# Does a matching bulk modulus vouch for the elastic constants?

## Question

Lead sulfide has the rocksalt structure, with Pb–S bonds along the three cube axes. The table sets its elastic constants, computed with the PBE functional, beside measured ones. C11 gives the stress along a cube axis for a strain along the same axis, and C12 the stress along one axis for a strain along another. C44 is the resistance to a shear that changes the right angle between two axes.

Elastic constants of rocksalt PbS, computed with Ansatz 0.2.0 (PBE without dispersion correction, scalar-relativistic, PAW, plane-wave cutoff 420 eV, k mesh 10×10×10) and measured. The computed values hold for zero temperature at the relaxed cell, with the ions relaxed under strains of amplitude 0.002 and the Cartesian axes along the cube axes. The rows were drawn from a pool: of 90 crystals with a measured lattice constant, 2 whose relaxed edge lies over 5 % from it were taken for other phases and got no table, so the agreement shown is better than for the whole pool.

| row | computed constant (GPa) | what it is | measured constant (GPa) | label in the paper, method, sample | temperature of the measurement (K) | source |
| --- | --- | --- | --- | --- | --- | --- |
| 1 | 17 | C12 on the cell's Cartesian axes | n/a | n/a | n/a | n/a |
| 2 | 20 | C44 on the cell's Cartesian axes | n/a | n/a | n/a | n/a |
| 3 | n/a | n/a | 29 | C44; ultrasonic velocity measurement; bulk crystal | 5 | arXiv:cond-mat/0210013 (2002) |
| 4 | n/a | n/a | 35 | C12; ultrasonic velocity measurement; bulk crystal | 5 | arXiv:cond-mat/0210013 (2002) |
| 5 | n/a | n/a | 51 | b0 from Birch-Murnaghan EOS fit; angle-dispersive powder XRD in DAC; powder | n/a | arXiv:cond-mat/0210013 (2002) |
| 6 | 52.9 | bulk modulus (Hill) | n/a | n/a | n/a | n/a |
| 7 | 125 | C11 on the cell's Cartesian axes | n/a | n/a | n/a | n/a |
| 8 | n/a | n/a | 149 | C11; ultrasonic velocity measurement; bulk crystal | 5 | arXiv:cond-mat/0210013 (2002) |

The computed bulk modulus lies within 2 GPa of the value measured by compressing a powder.

(a) Does this agreement show that the calculation describes the elasticity of the crystal?

(b) Which kinds of deformation does the calculation describe well, and which badly, if the ultrasonic constants are taken as the reference?

(c) PBE tends to make bonds too long, and a stretched bond is softer. Does this explain the errors?

## Model answer

**(a)** It does not, because the table holds a second measurement of the same property. Squeeze a cubic crystal by the same small strain along all three axes. Each axis then feels the stress from its own strain and from the strains of the other two, C11 + 2·C12 in all, while the volume changes by three times the strain. The bulk modulus is therefore

B = (C11 + 2·C12)/3.

The ultrasonic constants give B = 73 GPa, whereas the compression experiment gives 51 GPa. The calculation agrees with the second value and falls 27 % below the first. As long as the measurements disagree this much, agreement with one of them is no validation. Even an undisputed bulk modulus would test only the uniform squeeze and say nothing about the resistance to shear.

**(b)** The three constants are all lower than their ultrasonic counterparts, C12 by about half, C44 by about a third and C11 by about a sixth. This list suggests three separate failures, with C12 the worst. It is clearer to ask how the crystal answers three simple deformations: a uniform squeeze, a stretch along one cube axis with an equal shortening along another, and a shear that tilts the axes towards each other. The first is governed by B and the third by C44. The second is governed by

C′ = (C11 − C12)/2.

For C′ the calculation gives 54 GPa and the ultrasonic data give 57 GPa, a difference of only 5 %. The calculation therefore describes the stretch-and-shorten deformation well. It is too soft against the uniform squeeze and against the tilting shear, by roughly 30 % in each case.

This regrouping also shows why the relative error of C12 is so large. Solving the two definitions for the single constants gives

C11 = B + (4/3)·C′ and C12 = B − (2/3)·C′.

The error of B enters both constants in full. In C12 it falls on a small remainder: the calculation has 53 − 36 = 17 GPa, the measurement 73 − 38 = 35 GPa. An error of about a quarter in B has become an error of a half in C12, although the second term is nearly right.

**(c)** An overlong bond should leave a recognisable pattern, which follows from the geometry of the bonds. A strain along a cube axis stretches the Pb–S bonds on that axis, so their stiffness enters C11. A strain along x leaves the length of the bonds along y unchanged, so this stiffness does not enter C12. The shear measured by C44 tilts the bonds and, to first order, does not stretch them.

Suppose, then, that softer bonds lower C11 by some amount and leave C12 as it was. The definitions show that B must fall by a third of that amount and C′ by a half. C′ should lose more than B. The table shows the reverse: B is too low by 20 GPa and C′ by only 3 GPa.

A simple model tells how much C12 and C44 could change through the bond length. Treat the crystal as rigid ions that attract by their charges and repel only their nearest neighbours. C12 then comes from the electrostatic energy alone. C44 contains in addition the slope of the repulsion, but at equilibrium this slope is fixed by the electrostatic attraction that it balances. Both constants therefore scale as an electrostatic energy per volume. The energy goes as 1/r and the volume as r³, where r is the Pb–S distance, so that

C12 = C44 ∝ 1/r⁴.

PBE bonds in such solids are roughly one to two per cent too long, a recalled size and not a value of the table. With the upper figure the factor is 1/1.02⁴ = 0.92, a loss of about 8 %. This would lower the ultrasonic C44 from 29 to about 27 GPa, while the calculation gives 20 GPa. For C12 the model falls short by even more.

An overlong bond may well account for part of the low C11. Taken alone, it does not account for the pattern as a whole, in which the deformation that depends most on bond stiffness is nearly right and the constants that depend least on it are far too low.

## Remarks on the reasoning

**On the model.** The rigid-ion picture requires C12 and C44 to be equal. The ultrasonic values, 35 and 29 GPa, differ by about a fifth, so for lead sulfide the picture is only approximate. Its bonds are partly covalent, and its ions can change their size and shape when the neighbours move, so the forces do not act only between pairs. The estimate of 8 % is thus rough. The errors to be explained are about four and seven times as large, which makes the bond length an unlikely sole cause but does not strictly exclude it.

**On the choice of reference.** The answers to (b) and (c) rest on the ultrasonic constants. They were measured at 5 K, so they suit a calculation for zero temperature. For the compression value the table gives neither the temperature nor the pressure range nor the phase. The measured values were also read out of the paper by a program, which errs now and then, so the conflict may lie in the reading and not in the experiments. If the compression value were the better one, the error in B would almost vanish, and the ultrasonic C11, C12 or both would need revision. The compression value says nothing about C44, which does not enter the bulk modulus. But the measured C44 comes from the same ultrasonic work, so a fault found there could reach it too.

**On judging by one number.** A candidate who reads only the bulk modulus may call the calculation accurate, and one who reads only C12 may call it useless. Both judge a combination of responses as if it were a single one. In a cubic crystal it is safer to compare B, C′ and C44, each of which belongs to one kind of deformation. A good bulk modulus gives no assurance about the other two.

**On what remains open.** Why B and C44 come out so far below the ultrasonic data is not settled by these numbers. One possibility is numerical. At the strain used, 0.002, the shortfall of 9 GPa in C44 corresponds to a stress of only about 0.02 GPa, so a small error that changes with the strain would matter. Another is spin–orbit coupling, which is strong in lead and was left out of the calculation; its effect on the elastic constants is untested here. Repeating the calculation with a larger strain, a higher plane-wave cutoff and a denser k mesh would test the first possibility, and adding spin–orbit coupling the second. If B and C44 stayed as low in both tests, suspicion would shift to the functional itself or to the measured values. A run at the measured bond length, which is not given here, would help to show how much of each error comes from the overlong bond, and whether the good value of C′ rests on errors that cancel.
